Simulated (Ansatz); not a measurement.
## C: energy less reference against wave cutoff

Results calculated with Ansatz 0.2.0, not measured. One setting of a density functional single point varied, free energy counted from the run at the reference value, pressure positive in compression; periodic cell, basis, potentials, k mesh and filling as listed.

Structure of every row (space group P-3m1, No. 164):
```
CELL_PARAMETERS angstrom
2.45620 0.00000 0.00000
-1.22810 2.12720 0.00000
0.00000 0.00000 24.13400
ATOMIC_POSITIONS crystal
C 0.00000 0.00000 0.57047
C 0.00000 0.00000 0.42953
C 0.33333 0.66667 0.42952
C 0.66667 0.33333 0.57048
```

Settings of every row: functional LDA; dispersion none; potentials PAW; k mesh 12x12x1; k shift 0x0x0; occupations cold; smearing width 0.15 eV; spin none; varied setting wave cutoff; reference wave cutoff 450 eV.

Limits: cutoff under the advised one; the cell comes from a prototype or a list of computed structures and needn't be the stable phase.

```csv
row,wave cutoff (eV),energy less reference (meV/atom)
1,250,583.97
2,300,?
3,350,34.17
4,400,6.5
5,450,0
```

Question: what energy less reference should row 2 give?

Worked fit of energy less reference. Measure energy less reference from the row at the highest cutoff, 0.00 meV/atom, and take the logarithm of what remains: 250 → 6.37, 350 → 3.53, 400 → 1.87. A straight line through these is ln|rest| = 13.844 − 0.02976 × cutoff, so the rest falls by a factor of e every 33.6 eV; from 3 rows that is a rough guide, not a law, and the row at the highest cutoff isn't the limit itself. At 300 eV the line gives ln|rest| = 4.916, a rest of 136.46 meV/atom, and so 0.00 + 136.46 = 136.46 meV/atom.

The calculation gave 144.65 meV/atom. The fit lies 8.19 meV/atom (5.7 % of the value, 1.4 % of the column's range) below it; its largest miss of a shown row is 20.29 meV/atom.
